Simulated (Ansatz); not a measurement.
# GaP: the change of energy above lowest point with volume scale

Free energy against uniform scaling of the volume at fixed shape and fractions; periodic cell, basis, potentials, k mesh and filling as listed. The results are calculated, by Ansatz 0.2.0.

The cell before it is scaled or strained (space group F-43m, No. 216):
```
CELL_PARAMETERS angstrom
0.00000 2.72520 2.72520
2.72520 0.00000 2.72520
2.72520 2.72520 0.00000
ATOMIC_POSITIONS crystal
Ga 0.00000 0.00000 0.00000
P 0.25000 0.25000 0.25000
```

Settings of every row: functional PBE; dispersion none; potentials norm-conserving; wave cutoff 1088.5 eV; density cutoff 4353.8 eV; k mesh 6x6x6; k shift 0x0x0; occupations fixed; smearing width 0 eV; spin none; SCF threshold exponent -7.

| row | volume scale | V (Å³/atom) | energy above lowest point (meV/atom) |
| --- | --- | --- | --- |
| 1 | 0.92 | 18.62 | 72.7 |
| 2 | 0.9467 | 19.161 | 40 |
| 3 | 0.9733 | 19.699 | 17.9 |
| 4 | 1 | 20.239 | ? |
| 5 | 1.0267 | 20.78 | 0 |
| 6 | 1.0533 | 21.318 | 1.9 |
| 7 | 1.08 | 21.858 | 9.8 |

Question: what energy above lowest point should row 4 give?

Worked fit of energy above lowest point. Take u = (V_r/V)^(2/3) − 1 with V_r = 20.239 Å³ an atom, which is twice the finite (Eulerian) strain; such expansions in the strain, on which the Birch-Murnaghan equation of state is built, carry the rest volume and the bulk modulus. The shown rows have u = 0.05716, 0.03716, 0.01819, -0.01743, -0.03403, -0.05001. Least squares give energy above lowest point = 4.99 + 494 × u + 11936 × u² + 2626 × u³ meV/atom; a parabola predicts inner rows, each left out in turn, worse (root mean square 0.15 against 0.061 meV/atom). All shown rows lie on it to the printed digit. Its lowest point lies at u = -0.0208, or V = 20.89 Å³ an atom, and the curvature there gives the bulk modulus at fixed shape and fractions, B = (4/9)(1 + u)² E″(u)/V = 76.9 GPa. The withheld row has u = 0, so the fit gives 4.99 + 494 × (0) + 11936 × (0)² + 2626 × (0)³ = 5.0 meV/atom.

The calculation gave 5 meV/atom. The fit meets it to the printed digit.
